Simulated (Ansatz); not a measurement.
A series in volume scale on LaTe

Results calculated with Ansatz 0.2.0, not measured. Free energy against uniform scaling of the volume at fixed shape and fractions; periodic cell, basis, potentials, k mesh and filling as listed.

The cell before it is scaled or strained (space group Pm-3m, No. 221):
```
LaTe
1.0
      3.9361     0.0000     0.0000
      0.0000     3.9361     0.0000
      0.0000     0.0000     3.9361
La Te
1 1
Direct
  0.00000 0.00000 0.00000
  0.50000 0.50000 0.50000
```

Settings of every row: functional PBEsol; dispersion none; potentials all-electron LAPW; k mesh 7x7x7; k shift 0x0x0; occupations gaussian; smearing width 0.1 eV; spin none; basis error target 0.0005 eV/atom; SCF threshold exponent -9.

Limits: coarse k mesh, up to 40 meV an atom off; no spin-orbit coupling, which can matter with elements this heavy; the cell comes from a prototype or a list of computed structures and needn't be the stable phase.

| row | volume scale | V (Å³/atom) | energy above lowest point (meV/atom) |
| --- | --- | --- | --- |
| 1 | 0.94 | 28.661 | 0 |
| 2 | 0.97 | 29.576 | 0.3 |
| 3 | 1 | 30.491 | 11.3 |
| 4 | 1.03 | 31.405 | 31.4 |
| 5 | 1.06 | 32.32 | ? |

Question: what energy above lowest point should row 5 give?

Worked fit of energy above lowest point. Take u = (V_r/V)^(2/3) − 1 with V_r = 30.034 Å³ an atom, which is twice the finite (Eulerian) strain; such expansions in the strain, on which the Birch-Murnaghan equation of state is built, carry the rest volume and the bulk modulus. The shown rows have u = 0.03169, 0.0103, -0.01002, -0.02932. Least squares give energy above lowest point = 4.57 − 544.6 × u + 12633 × u² meV/atom; a straight line predicts inner rows, each left out in turn, worse (root mean square 7.5 against 0.0054 meV/atom). All shown rows lie on it to the printed digit. Its lowest point lies at u = 0.0216, or V = 29.09 Å³ an atom, and the curvature there gives the bulk modulus at fixed shape and fractions, B = (4/9)(1 + u)² E″(u)/V = 64.5 GPa. The withheld row has u = -0.04773, so the fit gives 4.57 − 544.6 × (-0.04773) + 12633 × (-0.04773)² = 59.3 meV/atom.

The calculation gave 59.2 meV/atom. The fit lies 0.1 meV/atom (0.17 % of the column's range) above it, one unit of the last digit. This row lies beyond the range of the fit.
